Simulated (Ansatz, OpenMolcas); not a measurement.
**[CSO3F3]− (trifluoromethanesulfonate): methods side by side**

[CSO3F3]−, singlet, SMILES `[O-]S(=O)(=O)C(F)(F)F`. Each level relaxes the structure for itself.

Each level gives the zero-point energy at each level's own minimum (kJ/mol). The values are calculated.

```
                             level                 kind     program  value (kJ/mol)
                         HF/STO-3G         Hartree–Fock      Ansatz            59.4
                          HF/3-21G         Hartree–Fock  OpenMolcas            71.9
   HF/6-31G* (Cartesian functions)         Hartree–Fock      Ansatz            81.4
                      PBE/def2-SVP                  GGA      Ansatz            68.6
B3LYP/6-31G* (Cartesian functions)        global hybrid      Ansatz            71.6
                PBE0-D4/def2-TZVPD        global hybrid      Ansatz            73.4
  MP2/6-31G* (Cartesian functions)  perturbation theory      Ansatz            73.9
```

Harmonic and unscaled. Sets without diffuse functions describe the anion poorly. The values span 59.4 to 81.4 kJ/mol.

With the basis held at 6-31G*, Hartree–Fock gives 81.4 kJ/mol, against 71.6 for B3LYP and 73.9 for MP2. This is the expected effect of missing electron correlation: correlation mixes in antibonding character and softens the stretches, so Hartree–Fock bonds are too stiff. Within Hartree–Fock, the zero-point energy rises steadily from STO-3G to 6-31G*. The small sets lack d functions on sulfur, which the strongly polar S–O bonds need for polarisation and for back-donation from oxygen lone pairs into σ* orbitals, not for true d-orbital valence. Without them these bonds are probably too long and too weak.

The match between HF/3-21G, at 71.9, and B3LYP therefore looks like a cancellation of two errors, one softening and one stiffening the force field. PBE lies below both hybrids, in line with the usual softness of GGA stretches, though the change of basis may contribute. Close agreement in the total doesn't establish agreement for individual modes, since errors in the S–O, C–F and C–S motions can offset one another.
